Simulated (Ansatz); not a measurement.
P: pressure and energy change per atom as volume scale varies

Results calculated with Ansatz 0.2.0, not measured. Plane-wave DFT, scalar-relativistic PAW made under PBE with cores redone for the functional, no dispersion; the given relaxed cell is scaled uniformly, energy at zero smearing counts from the unscaled cell, pressure at the given Fermi-Dirac smearing is positive in compression.

The cell before it is scaled or strained (space group Fd-3m, No. 227):
```
CELL_PARAMETERS angstrom
0.00000 2.67040 2.67040
2.67040 0.00000 2.67040
2.67040 2.67040 0.00000
ATOMIC_POSITIONS crystal
P 0.12500 0.12500 0.12500
P 0.87500 0.87500 0.87500
```

Settings of every row: spin polarised no; functional LDA; wave cutoff 420 eV; smearing width 0.1 eV; k mesh 12x12x12.

Atom starting moment: 0 on all atoms.

Limits: the cell comes from a prototype or a list of computed structures and needn't be the stable phase.

```
row  volume scale  V (Å³/atom)  pressure (GPa)  energy change per atom (meV)
  1          0.88       16.758            8.77                         60.69
  2          0.92       17.519             5.4                         26.62
  3          0.96       18.281            2.62                          7.31
  4          1.04       19.804               ?                             ?
  5          1.08       20.566           -3.32                          14.6
  6          1.12       21.328           -4.77                         33.93
```

Question: what pressure and energy change per atom should row 4 give?

Worked fit of pressure. Take u = (V_r/V)^(2/3) − 1 with V_r = 18.281 Å³ an atom, which is twice the finite (Eulerian) strain; such expansions in the strain, on which the Birch-Murnaghan equation of state is built, carry the rest volume and the bulk modulus. The shown rows have u = 0.05971, 0.02879, 0, -0.07551, -0.09767. Least squares give pressure = 2.624 + 92.32 × u + 173.1 × u² GPa; a straight line predicts inner rows, each left out in turn, worse (root mean square 0.46 against 0.046 GPa). The rows lie off it by 0.02, -0.03, 0.00, 0.04, -0.03. The pressure vanishes at u = -0.0301, or V = 19.14 Å³ an atom, and there the bulk modulus at fixed shape and fractions is B = −V dP/dV = (2/3)(1 + u) dP/du = 52.9 GPa. The withheld row has u = -0.05195, so the fit gives 2.624 + 92.32 × (-0.05195) + 173.1 × (-0.05195)² = -1.70 GPa.

The calculation gave -1.63 GPa. The fit lies 0.07 GPa (4.3 % of the value, 0.52 % of the column's range) below it; its largest miss of a shown row is 0.04 GPa.

Worked fit of energy change per atom. Take u = (V_r/V)^(2/3) − 1 with V_r = 18.281 Å³ an atom, which is twice the finite (Eulerian) strain; such expansions in the strain, on which the Birch-Murnaghan equation of state is built, carry the rest volume and the bulk modulus. The shown rows have u = 0.05971, 0.02879, 0, -0.07551, -0.09767. Least squares give energy change per atom = 7.159 + 455.55 × u + 7432.1 × u² meV; a straight line predicts inner rows, each left out in turn, worse (root mean square 20 against 0.6 meV). The rows lie off it by -0.17, 0.19, 0.15, -0.54, 0.37 (root mean square 0.32 meV). The withheld row has u = -0.05195, so the fit gives 7.159 + 455.55 × (-0.05195) + 7432.1 × (-0.05195)² = 3.55 meV.

The calculation gave 2.87 meV. The fit lies 0.68 meV (24 % of the value, 1.2 % of the column's range) above it; its largest miss of a shown row is 0.54 meV.
